**Question: How does the dual fermion transformation work, and in what sense is DMFT its zeroth order?**

I keep meeting $\tilde G^0_k=[g^{-1}+\Delta-\varepsilon_k]^{-1}-g$ and $\Sigma_k=\Sigma_{\rm imp}+\tilde\Sigma_k/(1+g\tilde\Sigma_k)$ without proof. Which steps are exact? Which diagrams does the DMFT condition remove? Can one see actual numbers for the Falicov-Kimball model on the square lattice?

---

**Answer**

The transformation (Rubtsov, Katsnelson and Lichtenstein, 2008) is one Gaussian identity followed by a site-by-site integration. It is exact for any hybridisation $\Delta$. Approximations enter only when the dual self-energy is evaluated.

## 1. Premises and conventions

The Falicov-Kimball model has spinless itinerant fermions $c$ and conserved occupations $w_i\in\{0,1\}$ of localised ones:

$$H=\sum_k(\varepsilon_k-\mu)c_k^\dagger c_k+\sum_i\left(U c_i^\dagger c_i\,w_i+E\,w_i\right),\qquad \varepsilon_k=-2t(\cos k_x+\cos k_y).$$

The lattice constant is the unit of length, $N$ is the number of sites, and $E$ is measured from the chemical potential of the localised particles. The trace over $w_i$ is thermal. Matsubara frequencies are $\omega_n=(2n+1)\pi k_BT$, fields are $c(\tau)=\beta^{-1/2}\sum_\omega e^{-i\omega\tau}c_\omega$ with $\beta=1/k_BT$, the weight is $e^{-S}$, and every propagator is defined as $G=-\langle c\,c^*\rangle$. Sections 2 to 4 use only that the interaction is local.

**Splitting the action.** Add and subtract an arbitrary local function $\Delta_\omega$:

$$S=\sum_i S_{\rm imp}[c_i]-\sum_{k\omega}c^*_{k\omega}A_{k\omega}c_{k\omega},\qquad A_{k\omega}=\Delta_\omega-\varepsilon_k,$$

$$S_{\rm imp}=-\sum_\omega c^*_\omega(i\omega+\mu-\Delta_\omega)c_\omega+S_{\rm int}.$$

The two $\Delta$ terms cancel because $\sum_k c_k^*c_k=\sum_i c_i^*c_i$. The exact impurity propagator defines the impurity self-energy through $g_\omega^{-1}=i\omega+\mu-\Delta_\omega-\Sigma_{\rm imp}$.

## 2. The transformation

For Grassmann variables,

$$\int df^*df\;e^{-f^*Kf+f^*\eta+\eta^*f}=K\,e^{\eta^*K^{-1}\eta}.$$

For each $(k,\omega)$ choose $K=g^{-1}A^{-1}g^{-1}$, $\eta=-g^{-1}c$, $\eta^*=-c^*g^{-1}$. Then $\eta^*K^{-1}\eta=c^*Ac$, which is the factor to be replaced, and

$$Z=\prod_{k\omega}\left(g^2A\right)\int D[f]D[c]\;e^{-S'},$$

$$S'=\sum_i\Big(S_{\rm imp}[c_i]+\sum_\omega g^{-1}(f_i^*c_i+c_i^*f_i)\Big)+\sum_{k\omega}f^*_k\,g^{-1}A^{-1}g^{-1}f_k .$$

The coupling $g^{-1}$ is independent of $k$, so it is local in real space and the $c$ integral factorises over sites. Each site yields the impurity generating function. Its quadratic cumulant is $g^{-2}\langle f^*c\;c^*f\rangle=-f^*g^{-1}f$ per frequency, and the remainder defines the dual interaction $V$:

$$\Big\langle e^{-\sum_\omega g^{-1}(f^*c+c^*f)}\Big\rangle_{\rm imp}=e^{-\sum_\omega f^*g^{-1}f-V[f]} .$$

$V$ starts at fourth order in the fields. Its coefficients are the connected $n$-particle impurity functions with each leg multiplied by $g^{-1}$, that is, amputated. The dual action is

$$\tilde S=-\sum_{k\omega}f^*_k\,(\tilde G^0_k)^{-1}f_k+\sum_iV[f_i],\qquad (\tilde G^0_k)^{-1}=-\left(g^{-1}A_k^{-1}g^{-1}+g^{-1}\right).$$

Inverting gives $\tilde G^0=-g^2A/(1+gA)$. Since $g/(1+gA)-g=-g^2A/(1+gA)$,

$$\boxed{\tilde G^0_k=\left[g^{-1}+\Delta-\varepsilon_k\right]^{-1}-g}$$

## 3. Back to the lattice

Let $\varepsilon_{k\omega}$ depend formally on frequency and differentiate $\ln Z$ at fixed $\Delta$. Neither $g$ nor $V$ depends on $\varepsilon$. With $\langle c^*c\rangle=-\langle cc^*\rangle=G$, the original form gives $\partial\ln Z/\partial\varepsilon=-G_k$. In the dual form the prefactor gives $-A^{-1}$. The action gives $-g^{-2}A^{-2}\tilde G_k$, because $\partial A^{-1}/\partial\varepsilon=A^{-2}$. Hence

$$G_k=A_k^{-1}+A_k^{-1}g^{-1}\tilde G_k\,g^{-1}A_k^{-1}.$$

Define $\tilde\Sigma$ by $\tilde G^{-1}=(\tilde G^0)^{-1}-\tilde\Sigma$ and set $X=g+g\tilde\Sigma g$. Then $\tilde G^{-1}=-g^{-2}(A^{-1}+X)$, and

$$G=A^{-1}\left[1-\frac{A^{-1}}{A^{-1}+X}\right]=\frac{A^{-1}X}{A^{-1}+X}=\frac{1}{X^{-1}+A},$$

$$\boxed{G_k^{-1}=\left(g+g\tilde\Sigma_kg\right)^{-1}+\Delta-\varepsilon_k}$$

The lattice self-energy is $\Sigma_k=i\omega+\mu-\varepsilon_k-G_k^{-1}=i\omega+\mu-\Delta-X^{-1}$. Using $i\omega+\mu-\Delta=g^{-1}+\Sigma_{\rm imp}$ and $g^{-1}-X^{-1}=g^{-1}\left[1-1/(1+g\tilde\Sigma)\right]$,

$$\boxed{\Sigma_k=\Sigma_{\rm imp}+\frac{\tilde\Sigma_k}{1+g\tilde\Sigma_k}}$$

No approximation has been made. The exact $G_k$ is independent of $\Delta$, although $g$, $V$ and $\tilde\Sigma$ all depend on it.

## 4. What the DMFT condition does

Setting $\tilde\Sigma=0$ gives $\Sigma_k=\Sigma_{\rm imp}$ and $G_k^{(0)}=[g^{-1}+A_k]^{-1}=\tilde G^0_k+g$. The condition

$$\frac1N\sum_k\tilde G^0_{k\omega}=0\quad\Longleftrightarrow\quad\frac1N\sum_kG^{(0)}_{k\omega}=g_\omega$$

is the DMFT self-consistency equation. DMFT therefore consists of two statements: $\tilde\Sigma=0$ and this choice of $\Delta$.

In real space the condition reads $\tilde G^0_{ii}=0$, while $\tilde G^0_{ij}=G^{(0)}_{ij}$ for $i\ne j$. Every vertex of $V$ sits on one site and carries no momentum dependence. A bare line that starts and ends on the same vertex contributes the factor $\tilde G^0_{ii}$, so every diagram containing such a loop vanishes, for vertices of any order. This includes all diagrams of first order in $V$.

A loop that closes on one vertex but carries a self-energy insertion survives, because $N^{-1}\sum_k(\tilde G^0_k)^2\tilde\Sigma_k\neq0$ in general. Removing these as well requires $N^{-1}\sum_k\tilde G_k=0$ for the dressed propagator. That condition fixes a different $\Delta$, which coincides with the DMFT one only when the dressing leaves the local part untouched.

## 5. The Falicov-Kimball vertex in closed form

For fixed $w$ the impurity is Gaussian, with $g_w=(i\omega+\mu-\Delta-Uw)^{-1}$. The probabilities are $p_w\propto e^{-\beta Ew}\prod_\omega g_{w,\omega}^{-1}$, with the product regularised as a fermion determinant. Then $g=p_0g_0+p_1g_1$, the impurity solution behind the DMFT of Brandt and Mielsch (1989). The Gaussian identity with $K=-g_w^{-1}$ gives $\exp(-\sum_\omega f^*g^{-2}g_wf)$ for each $w$. With $\delta w=w-p_1$ one has $g_w-g=\delta w\,(g_1-g_0)$, so

$$V=-\ln\sum_wp_w\,e^{-\delta w\,\Phi},\qquad\Phi=\sum_\omega\lambda_\omega f^*_\omega f_\omega,\qquad\lambda_\omega=\frac{g_1-g_0}{g^2},$$

$$V=-\frac{\kappa_2}{2}\Phi^2+\frac{\kappa_3}{6}\Phi^3-\frac{\kappa_4}{24}\Phi^4+\dots$$

The cumulants of $w$ are $\kappa_2=p_0p_1$, $\kappa_3=p_0p_1(p_0-p_1)$ and $\kappa_4=p_0p_1(1-6p_0p_1)$. Since $(f^*_\omega f_\omega)^2=0$, only distinct frequencies interact.

Undoing the logarithm shows that dual fermions move in a static potential $v_i=\lambda\,\delta w_i$ whose impurity average is zero. As site matrices,

$$\tilde G_\omega=\Big\langle\left[(\tilde G^0_\omega)^{-1}-v_\omega\right]^{-1}\Big\rangle,\qquad P[w]\propto\prod_ip_{w_i}\prod_{\omega}\det\left(1-\tilde G^0_\omega v_\omega\right).$$

This confirms the transformation configuration by configuration. Putting $v$ in place of $\tilde\Sigma$ gives $X_i=g_{w_i}$, and $X^{-1}+A=i\omega+\mu-\varepsilon-Uw$ is the exact inverse lattice propagator for that configuration.

**Leading diagrams.** Use $\ln\det(1-\tilde G^0v)=-{\rm tr}\,\tilde G^0v-\tfrac12{\rm tr}\,\tilde G^0v\tilde G^0v-\dots$

At order $\kappa_2$, the pairing $v_i\tilde G_{ii}v_i$ on the propagating line and the shift $\langle\delta w_i\rangle=-\kappa_2\sum_{\omega'}\lambda_{\omega'}\tilde G_{ii,\omega'}$ give the tadpole

$$\tilde\Sigma_{ii,\omega}=\kappa_2\lambda_\omega^2\tilde G_{ii,\omega}-\kappa_2\lambda_\omega\sum_{\omega'}\lambda_{\omega'}\tilde G_{ii,\omega'},$$

which vanishes for bare lines at the DMFT $\Delta$.

At order $\kappa_2^2$, define $B_{ij,\omega}=\lambda_\omega^2\tilde G^0_{ij}\tilde G^0_{ji}$ for $i\neq j$. The quadratic term of $\ln\det$ contains $-\sum_\omega B_{ij,\omega}\,\delta w_i\delta w_j$ for each pair, so

$$\langle\delta w_i\delta w_j\rangle=-\kappa_2^2\sum_{\omega'}B_{ij,\omega'} .$$

This correlation contributes $\lambda^2\tilde G^0_{ij}\langle\delta w_i\delta w_j\rangle$. The crossed sequence $v_i\tilde G^0_{ij}v_j\tilde G^0_{ji}v_i\tilde G^0_{ij}v_j$ contributes $+\kappa_2^2\lambda^2\tilde G^0_{ij}B_{ij,\omega}$ and cancels the term $\omega'=\omega$, as the Pauli principle demands:

$$\tilde\Sigma^{(2)}_{ij,\omega}=-\kappa_2^2\,\lambda_\omega^2\,\tilde G^0_{ij,\omega}\sum_{\omega'\neq\omega}B_{ij,\omega'} .$$

## 6. Half filling on the square lattice

Take $\mu=U/2$, $E=-U/2$ and $u=U/2$. Particle-hole symmetry makes $\Delta$ imaginary and odd in $\omega$. Write $i\omega-\Delta=i\alpha$, so that $g_{0}=(i\alpha+u)^{-1}$ and $g_1=(i\alpha-u)^{-1}$. Pairing $\pm\omega$ in the product gives $p_0=p_1=\tfrac12$, hence $\kappa_2=\tfrac14$, $\kappa_3=0$, $\kappa_4=-\tfrac18$. Further,

$$g=\frac{-i\alpha}{\alpha^2+u^2},\qquad\lambda=U\left(1+\frac{u^2}{\alpha^2}\right),\qquad\Sigma_{\rm imp}=u-\frac{iu^2}{\alpha},$$

and $g^{-1}+\Delta=i\zeta$ with $\zeta=\omega+u^2/\alpha$. The local propagator of the square lattice is $G^{(0)}_{00}=-i\gamma$ with

$$\gamma=\frac{2}{\pi\zeta}K(m),\qquad m=-\frac{16t^2}{\zeta^2},$$

where $K(m)=\int_0^{\pi/2}d\theta\,(1-m\sin^2\theta)^{-1/2}$. DMFT is one scalar equation per frequency, $\alpha/(\alpha^2+u^2)=\gamma$. The on-site element of $(i\zeta-\varepsilon)G^{(0)}=1$ is $\zeta\gamma+4tG^{(0)}_{01}=1$, so for nearest neighbours

$$\tilde G^0_{01}=\frac{1-\zeta\gamma}{4t},$$

which is real and positive. Thus $B_{01}>0$, neighbouring $w$ are anticorrelated, and $\tilde\Sigma_{01}<0$ has the sign of the hopping element $-t$.

**Expansion parameter.** For $Q=(\pi,\pi)$, $\varepsilon_{k+Q}=-\varepsilon_k$. Then $N^{-1}\sum_kG^{(0)}_kG^{(0)}_{k+Q}=-N^{-1}\sum_k(\zeta^2+\varepsilon_k^2)^{-1}=-\gamma/\zeta$, and subtracting $g^2=-\gamma^2$ gives the dual bubble $\tilde\chi_Q=-\gamma(1/\zeta-\gamma)$. Define $x_\omega=-\kappa_2\lambda_\omega^2\tilde\chi_{Q,\omega}>0$ and $\eta=\sum_\omega x_\omega$. A small staggered self-energy $s_\omega$ induces a staggered local propagator $\tilde\chi_Qs_\omega$. The tadpole formula then gives $s_\omega=-x_\omega s_\omega+\lambda_\omega M$ with $M=-\kappa_2\sum_{\omega}\lambda_\omega\tilde\chi_{Q,\omega}s_\omega$. Eliminating $s_\omega=\lambda_\omega M/(1+x_\omega)$, a non-zero solution first appears at $\sum_\omega x_\omega/(1+x_\omega)=1$. Below this value the homogeneous solution is stable against checkerboard order at this mean-field level.

## 7. Range of validity

- **Exact statements.** The three boxed relations hold for any lattice, dimension, filling, temperature and local interaction. They need $g\neq0$, which holds at Matsubara frequencies for a causal $\Delta$, where ${\rm Im}\,g$ cannot vanish. The intermediate $A^{-1}$ drops out of the boxed results. Non-local interactions spoil the site factorisation and require additional bosonic fields. In an ordered phase the same algebra holds with sublattice matrices.
- **High dimension.** With $t\propto d^{-1/2}$ one has $\tilde G^0_{01}\propto d^{-1/2}$ and $\tilde\Sigma_{01}\propto d^{-3/2}$, so $\tilde\Sigma_{01}/t\propto1/d$ and DMFT is recovered.
- **Truncation.** Each further bubble in a chain multiplies the contribution near $Q$ by a factor of order $\eta$. Second order is quantitative for $\eta\ll1$: high temperature, small $U$ (where $\lambda\to U$), or small $t$ at fixed $T$. Near the ordering temperature at least the ladder must be summed. Away from half filling the three-particle vertex $\kappa_3$ enters. At half filling the first omitted vertex is $\kappa_4$, which is not small by itself and is suppressed only by the extra lines it needs.

## 8. Numerical illustration

Illustrative inputs are $t=0.25$ eV, $U=1$ eV and $k_BT=0.1$ eV, that is $T=1160$ K. Solving the DMFT equation gives (energies in eV, $\tilde G^0_{01}$ in eV$^{-1}$, $B$ and $x$ dimensionless and even in $\omega$):

| $n$ | $\omega_n$ | $\alpha$ | $\zeta$ | $\tilde G^0_{01}$ | $\lambda$ | $B_{01}$ | $x$ |
|---|---|---|---|---|---|---|---|
| 0 | 0.314 | 0.5445 | 0.773 | 0.230 | 1.843 | 0.179 | 0.2512 |
| 1 | 0.942 | 1.1212 | 1.165 | 0.133 | 1.199 | 0.025 | 0.0305 |
| 2 | 1.571 | 1.7033 | 1.718 | 0.072 | 1.086 | 0.006 | 0.0066 |
| 3 | 2.199 | 2.3017 | 2.308 | 0.043 | 1.047 | 0.002 | 0.0021 |

At $\omega_0$, $g=-0.996i$ eV$^{-1}$ and $\Sigma_{\rm imp}=0.5-0.459i$ eV. At large frequency $\lambda\to U$, $\tilde G^0_{01}\to t/\omega^2$ and $\tilde\chi_Q\to-4t^2/\omega^4$, so $B_{01}$ and $x$ both tend to $U^2t^2/\omega^4$. Summing this form over $n\ge4$ adds $0.002$ for each sign of $\omega$.

The stability sum is $\sum_\omega x/(1+x)=0.48<1$, so the homogeneous solution is a legitimate starting point, and $\eta=0.58$.

The neighbour correlation is $\langle\delta w_0\delta w_1\rangle\approx-\tfrac1{16}\sum_{\omega'}B_{01}=-0.027$. For the self-energy at $+\omega_0$ the frequency $-\omega_0$ is kept and $+\omega_0$ is dropped:

$$\sum_{\omega'\ne\omega_0}B_{01}=B_{01,\omega_0}+2\sum_{n\ge1}B_{01,\omega_n}=0.25,\qquad\tilde\Sigma^{(2)}_{01}(i\omega_0)=-0.012\ {\rm eV}.$$

Its Fourier transform is $2\tilde\Sigma_{01}(\cos k_x+\cos k_y)$, which is $-0.05$ eV at $k=0$ and has the opposite sign at $Q$.

Three imaginary terms of a few meV accompany this real part, and none may be quoted without the others.

1. **Denominator.** At $k=0$, ${\rm Im}\,[\tilde\Sigma/(1+g\tilde\Sigma)]=+2$ meV from the nearest-neighbour term, while the real part stays at $-0.05$ eV.
2. **Diagonal neighbours.** With $E(m)$ the complete elliptic integral of the second kind, $\tilde G^0_{11}=\frac{2}{\pi i\zeta}\left[(\tfrac2m-1)K-\tfrac2mE(m)\right]=0.121i$ eV$^{-1}$ at $\omega_0$. The term $\omega'=-\omega_0$ alone gives $\tilde\Sigma_{11}=1.3i$ meV, or $5i$ meV at $k=0$ from the four diagonal sites.
3. **Dressed local loop.** The nearest-neighbour self-energy produces $\delta\tilde G_{00}=-(\tilde\Sigma_{01}/t)\,N^{-1}\sum_k\varepsilon_k(\tilde G^0_k)^2$. With $z=i\zeta$, use $N^{-1}\sum_k\varepsilon_kG^{(0)}_k=\zeta\gamma-1$, $(G^{(0)}_k)^2=-\partial_zG^{(0)}_k$ and $\sum_k\varepsilon_k=0$. The sum becomes $i\left[\partial_\zeta(\zeta\gamma)-2\gamma(1-\zeta\gamma)\right]$. Numerically $\delta\tilde G_{00}=0.43i\ {\rm eV}^{-2}\times\tilde\Sigma_{01}=-0.005i$ eV$^{-1}$. In the tadpole the frequency sum cancels between $\pm\omega'$, leaving $\kappa_2\lambda^2\delta\tilde G_{00}=-4i$ meV. This is the local loop that survives the DMFT condition.

With $\eta=0.58$, higher ladder terms can change $\tilde\Sigma_{01}$ by tens of per cent, so only its first figure is supported. For these inputs the model's self-energy at the lowest Matsubara frequency is the impurity value $0.5-0.46i$ eV, shifted by a few meV in its imaginary part, plus a real nearest-neighbour element of about $-0.01$ eV. That element strengthens the effective hopping at $\omega_0$ by roughly 5 per cent of $t$ and reflects short-range checkerboard correlations of the localised particles, which single-site DMFT omits.